Neon and its ions in NIST's ground configurations: spherical LDA-VWN5 atoms in Quantum ESPRESSO ld1.x 7.5, scalar-relativistic, spin-polarised, open shells at highest spin, point nucleus. Ionisation energies are total-energy differences. The Dirac-Fock column (B-spline radial atomic code, version 1) averages over the configuration, with a Fermi nucleus and no Breit or QED terms.

| species | Z | charge (e) | electrons | configuration | electron removed from | ionisation energy (eV) | −ε(highest occupied) (eV) | highest level mean radius (bohr) | NIST table (eV) | kind of table value | computed less table (eV) | IE, Dirac-Fock (eV) |
| --- | --- | --- | --- | --- | --- | --- | --- | --- | --- | --- | --- | --- |
| Ne | 10 | 0 | 10 | [He] 2s2 2p6 | 2p | 22.1720 | 13.539 | 0.98137 | 21.564541 | measured | 0.607 | 19.825 |
| Ne3+ | 10 | 3 | 7 | [He] 2s2 2p3 | 2p | 97.6578 | 83.739 | 0.74358 | 97.19 | semi-empirical | 0.468 | 93.298 |
| Ne4+ | 10 | 4 | 6 | [He] 2s2 2p2 | 2p | 127.023 | 111.98 | 0.69971 | 126.247 | measured | 0.776 | 124.08 |
| Ne5+ | 10 | 5 | 5 | [He] 2s2 2p1 | 2p | 158.169 | 142.38 | 0.66279 | 157.934 | measured | 0.235 | 157.85 |
| Ne6+ | 10 | 6 | 4 | [He] 2s2 | 2s | 204.929 | 191.73 | 0.70990 | 207.271 | measured | -2.34 | 203.83 |
| Ne7+ | 10 | 7 | 3 | [He] 2s1 | 2s | 238.602 | 225.26 | 0.68631 | 239.097 | semi-empirical | -0.495 | 238.99 |
| Ne8+ | 10 | 8 | 2 | 1s2 | 1s | 1188.07 | 1130.1 | 0.15658 | 1195.8082 | theory | -7.74 | 1195.0 |
| Ne9+ | 10 | 9 | 1 | 1s1 | 1s | 1351.66 | 1291.3 | 0.15065 | 1362.1993 | theory | -10.5 | 1362.4 |

An electron of the n = 2 shell of neon (nuclear charge Z = 10) costs between 22 and 240 eV to remove, and a 1s electron costs 1200 to 1350 eV, so the ionisation energy (IE) jumps fivefold where the shell changes. The LDA difference of total energies lies within 3 % of the NIST table in every row and within 1.2 % for the seven ions. The highest occupied Kohn-Sham eigenvalue ε is a poorer guide: −ε falls short of the computed IE by 9 to 16 eV for n = 2 and by about 60 eV for 1s. A hand rule with no constant fitted to this table gives IE to about 2 % on average for the ions and misses neutral neon by more than a quarter. A second rule turns ε into IE.

The first rule starts from the one-electron ion, bound by Ry·Z²/n² with Ry = 13.6057 eV. For Ne9+ this is 1360.6 eV, and the relativistic factor 1 + (Zα)²/4, with α the fine-structure constant, raises it to 1362.4 eV, the Dirac-Fock value. With more electrons, each is given a screened charge by Slater's standard constants: another 1s electron screens a 1s electron by 0.30, each 1s electron screens an n = 2 electron by 0.85, and n = 2 electrons screen each other by s = 0.35. The energies are summed for the species and for its ion, and the sums are subtracted. With a = Z − 1.70 = 8.30 and k other electrons in the n = 2 shell,

IE = (Ry/4)[(k + 1)(a − sk)² − k(a − sk + s)²] = (Ry/4)[(a − sk)(a − 3sk) − s²k].

The factor with 3s has a physical origin. Put all k + 1 electrons in one hydrogen-like orbital of adjustable charge ζ. In units of Ry/4 each has kinetic energy ζ² and attraction −2aζ to the screened nucleus, and each pair repels by an amount proportional to ζ, written 4sζ. Minimising the total gives ζ = a − sk and an average binding of ζ² per electron. In that average each repulsion is shared between two partners. An electron that leaves takes its k repulsions whole, so with the orbital frozen its binding is 2aζ − ζ² − 4skζ = (a − sk)(a − 3sk). The last term, −s²k, is what the ion regains by contracting, and it can be held against the Dirac-Fock calculation, where the orbital energy of the highest level exceeds IE by the relaxation. For Ne the term is 0.35² × 7 × 13.6/4 = 2.9 eV against 23.08 − 19.82 = 3.3 eV. For Ne4+ it is 0.35² × 3 × 13.6/4 = 1.2 eV against 125.14 − 124.08 = 1.1 eV, and for Ne7+, with k = 0, both are nil to 0.01 eV. The agreement is looser for Ne5+ and Ne6+, where the term gives 0.8 and 0.4 eV against 0.6 and 0.3 eV.

Take Ne4+, 2s² 2p², with four n = 2 electrons and k = 3. Each sees 8.30 − 3 × 0.35 = 7.25, so the shell holds 4 × 7.25²/4 = 52.563 Ry. In Ne5+ the three that remain see 7.60 and hold 3 × 7.60²/4 = 43.320 Ry. The difference, 9.243 Ry or 125.8 eV, is 1.0 % below LDA (127.0 eV) and 0.4 % below the NIST value. Quoting the average binding Ry × 7.25²/4 as the ionisation energy would give 178.8 eV.

Neutral Ne has k = 7. Eight electrons at charge 5.85 hold 68.445 Ry, seven at 6.20 hold 67.270 Ry, and the difference of 1.175 Ry is 16.0 eV. That is 28 % below LDA (22.2 eV) and 26 % below the measured value in the NIST table. It is also 19 % below Dirac-Fock, which has no correlation, so correlation cannot be the main cause. The formula shows where the trouble lies: a − 3sk is 5.15 for Ne4+ and only 0.95 for Ne. Raising s by 0.01 lowers IE by 2.8 eV or 2 % for Ne4+, and by 4.5 eV or 28 % for Ne. A screening constant known to two figures cannot fix so small a remainder. The miss sits in the frozen-orbital term, 5.85 × 0.95 × Ry/4 = 18.9 eV against a Dirac-Fock orbital energy of 23.08 eV, and not in the relaxation. Neither row was fitted.

Over the seven ions the mean absolute error is 1.9 % against LDA, 1.5 % against Dirac-Fock and 1.7 % against NIST, and Ne6+ is the worst ion each time (−4.5 % against LDA, −5.6 % against NIST). The shell step Ne8+/Ne7+ comes out as 5.12 against 4.98 in LDA; a factor four is n², and the rest is the loss of the 1s screen. The size of a − 3sk is a warning light for a neighbouring case: a small value says that the error can be large, not how large or of which sign (every neutral atom from Li to Ne has a value between 0.95 and 1.3). It is 4.10 or more for every n = 2 ion in the table (the lowest is Ne3+, with 8.30 − 1.05 × 4), and it drops to 3.05 for Ne2+ and 2.00 for Ne+, where the rule's 65.9 and 39.7 eV are untested and deserve less trust. By the same argument the rule should improve along an isoelectronic series as Z grows, until the relativistic effects that it leaves out take over, and be at its worst for neutral atoms with well-filled shells.

Refitting shows the same sensitivity and does not cure it. Least squares on the relative error against LDA for the six n = 2 rows gives a = 8.30 and s = 0.337 and brings all six within 4 %. With Ne left out the fit gives a = 8.38 and s = 0.353 and predicts Ne 25 % too low. The two constants trade against each other and carry no separate meaning. A simpler form, IE = (Ry/4)(a − bk)² with a and b fitted the same way, does equally well on the five ions (worst 2.8 % against 2.7 %) and puts Ne 42 % too high, so the ions alone cannot choose between the forms.

Two omissions of the rule are standard physics. It treats 2s and 2p alike, although 2s penetrates the core and lies deeper: in the LDA calculation of Ne6+ the 2s level is at −191.7 eV and the empty 2p level at −174.0 eV. Both 2s rows come out low against all three columns, as this predicts. The rule also ignores Hund exchange between parallel spins. The LDA fills the open shell at highest spin, whereas Dirac-Fock averages over the configuration, so the two columns describe different states for Ne3+ and Ne4+. LDA exceeds Dirac-Fock by 0.3, 2.9 and 4.4 eV for Ne5+, Ne4+ and Ne3+, where none, one and two parallel 2p pairs are broken; correlation is mixed into these differences and is not separated here. For Ne3+ the rule is 3.2 % below LDA and 1.4 % above the configuration average.

The computed columns have faults of their own. For Ne9+, with one electron, the Hartree energy U and the exchange-correlation energy should cancel, and in the LDA calculation they leave 10.7 eV, which matches the error of −10.5 eV against the theoretical NIST entry. This self-interaction makes the hand rule better than LDA for both 1s rows (+0.3 and −0.1 % against −0.65 and −0.77 %, relative to NIST). Breit, QED and recoil terms move the Dirac-Fock value of Ne9+ by only 0.19 eV. At Ne6+ both methods are low (LDA −2.34 eV, Dirac-Fock −3.44 eV); the established cause is the mixing of 2s² with nearly degenerate 2p², which stabilises four-electron ions and which a single configuration omits. It need not be the whole of the LDA deficit, since LDA is already 0.495 eV low for Ne7+, which has no such mixing. In the 2p rows fine structure is averaged while NIST refers to the lowest level, but this covers only a small part of the LDA excesses of 0.2 to 0.8 eV, and for Ne5+, whose 2p1/2 ground level lies below the average and whose ion is closed-shell, it works the other way. The rest belongs to the functional and to the spherical treatment of the open shells, which are not separated here.

The second rule needs one Kohn-Sham calculation, for ε and the mean radius ⟨r⟩ of the highest level, and replaces the calculation of the ion. The ratio −ε/IE climbs from 0.611 to 0.955, but only because IE outgrows the gap IE − (−ε), which is 8.6 eV for Ne and 60.4 eV for Ne9+. A small conducting sphere of radius R is the analogy. Its potential changes steadily as charge is drawn off, so removing a whole electron costs e²/2R, or 13.6 eV bohr divided by R, more than the starting potential suggests. By Janak's theorem IE is likewise the average of −ε over the emptying of the level (only approximately so in this scalar-relativistic scheme), and in LDA the level lies deeper when empty than when full. Averaging −ε at the two ends tests how steady the change is: for Ne5+ (142.38 and 174.05 eV) it gives 158.2 eV against IE = 158.169 eV, but for Ne8+ (1130.1 and 1205.8 eV) only 1168.0 against 1188.07 eV, because exchange is far from linear when a spin density is emptied to nothing. The sphere gives the 1/R scaling; it has no exchange and cannot change shape, and it overstates the coefficient in every row.

The coefficient follows from one electron in spin-polarised, exchange-only LDA. The total energy E contains U + Ex, the eigenvalue contains 2U + 4Ex/3 because Ex goes as the density to the power 4/3, and so the gap ε − E is U + Ex/3. A hydrogenic 1s orbital has U = 0.3125 Z and Ex = −0.2680 Z hartree and ⟨r⟩ = 3/(2Z) bohr. Hence IE ≈ −ε + c/⟨r⟩ with c = 1.5 × (0.3125 − 0.2680/3) = 0.335 hartree bohr = 9.11 eV bohr. For Ne4+, 111.98 + 9.11/0.69971 = 125.0 eV, 1.6 % below the LDA difference. For Ne, 13.539 + 9.11/0.98137 = 22.8 eV, 2.9 % above it and the largest relative error of the eight rows, whose mean is 1.0 %.

Agreement for Ne9+ is nearly built into the calculation and tests nothing; the transfer to other shells rests on the self-Hartree term, whose product U⟨r⟩ hardly depends on the shell: 12.77 eV bohr for the 1s of Ne9+, 12.28 for the 2s of Ne7+ (Dirac-Fock orbital) and 12.82 for the 2p of Ne. What varies is the amount that exchange and relaxation take off. The product of gap and ⟨r⟩ is 9.1 to 9.4 eV bohr for the four s rows, 10.3 to 10.5 for the three 2p ions and 8.5 for Ne, so the correction itself is good to about 15 %. The ⟨r⟩ must be that of the level being emptied: its rise from 0.663 to 0.710 bohr between Ne5+ and Ne6+ is the change from 2p to 2s. The gap falls from 15.8 to 13.2 eV there, but c/⟨r⟩ only from 13.7 to 12.8 eV, so the radius explains just a part of the drop. The rest is exchange: going as the spin density to the power 4/3, it cuts the gap most when the leaving electron supplies nearly all the density of its spin in its region, as in the s rows, and less for a 2p electron that shares the region with a 2s electron of the same spin. The low product for Ne comes from the stronger relaxation of a soft neutral shell: the Dirac-Fock relaxation is 3.3 eV for Ne against 0.6 to 1.6 eV for the three 2p ions, and multiplied by ⟨r⟩ it is 3.2 eV bohr for Ne against 1.2 for Ne3+, a difference of 2.0 that matches the 1.9 between the products 10.35 and 8.47. The rule reproduces the LDA energy difference together with its faults, including the self-interaction error of the 1s rows.
